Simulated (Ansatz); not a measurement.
TaO2: a film clamped to a substrate

All numbers below come from DFT r2SCAN, scalar-relativistic, plane waves, PAW in Ansatz. Cutoff 500 eV, Γ-centred 10×10×16 k-points, Gaussian smearing of 0.15 eV. Spin–orbit coupling is left out, which matters for the heavy elements here. No spin polarisation. Energies are free energies at this smearing, counted from the undisturbed cell; pressure is positive in compression.

The starting cell (relaxed at this level; it needn't be the usual structure):

```
CELL_PARAMETERS angstrom
4.96845 0.00000 0.00000
0.00000 4.96845 0.00000
0.00000 0.00000 2.84572
ATOMIC_POSITIONS crystal
Ta 0.00000 0.00000 0.50000
Ta 0.50000 0.50000 0.00000
O 0.71557 0.28443 0.50000
O 0.28443 0.71557 0.50000
O 0.21557 0.21557 0.00000
O 0.78443 0.78443 0.00000
```

The cell (6 atoms, V0 = 70.25 Å³) is strained by p along both x and y and by q along z, fractional coordinates fixed. τp = (1/V0) ∂E/∂p = (σxx + σyy)(1 + p)(1 + q) and τq = (1/V0) ∂E/∂q = σzz(1 + p)², with tension positive.

```
     p q  ΔE (meV/atom)  τp (GPa)  τq (GPa)
 0.000   0.000           0.00      0.36     -0.43
-0.030   0.000          47.46    -45.41    -12.11
 0.030   0.000          42.17     36.70      8.71
 0.000  -0.030          18.19    -10.35    -16.81
 0.000   0.030          13.68     10.37     12.37
```

Get the second derivatives of the energy density.

Central differences give A = ∂τp/∂p = 1368 GPa (C11 + C22 + 2 C12), C = ∂τq/∂q = 486 GPa (C33) and the cross term B = ∂τq/∂p = 347 GPa (C13 + C23); ∂τp/∂q = 345 GPa must equal B, and any difference shows higher-order terms. Steps this large leave an error of some per cent of A or C in all of these, which can swamp a small B. The ions are clamped.

A film of this crystal grows with z along the normal on a substrate that imposes p. How does its thickness respond, and what does the misfit cost?

Count p and q from the stress-free cell. A free surface needs τq = 0, so q = −(B/C) p = -0.71 p. The energy density left is (A − B²/C) p²/2 = M p², with the biaxial modulus M = 561 GPa; a misfit of 1 % costs 4.10 meV/atom, against 5.00 meV/atom if the thickness were held.

Forces appear on the atoms along this scan, and letting them relax would lower the energy and soften the response. No gap shows at this level, though a semilocal functional can close a small gap that the real compound has; without a gap these slopes depend on the k mesh and the smearing.

Stretched in the plane, the film thins by -0.71 p, yet this recovers only a modest part of the misfit energy, 4.10 against 5.00 meV/atom. The geometry of this rutile-type cell explains both. Four of the six Ta–O bonds around each Ta are inclined to z, so thinning shortens them again after in-plane stretching. The other two lie in the plane, and with fixed fractional coordinates no change of thickness can relieve them.

Compression costs more than equal tension along both strain paths, as expected when short-range repulsion between overlapping shells rises steeply. The larger A doesn't make the plane stiffer than the z axis, because p strains two axes at once and the scan doesn't separate C11 from C12.

The cell also forces equal Ta–Ta spacings along z. Ta(IV) keeps one d electron, which can drive metal pairing along such chains, as in niobium dioxide. Such pairing would probably change the response along z, so the thickness ratio belongs to the undimerised structure only.
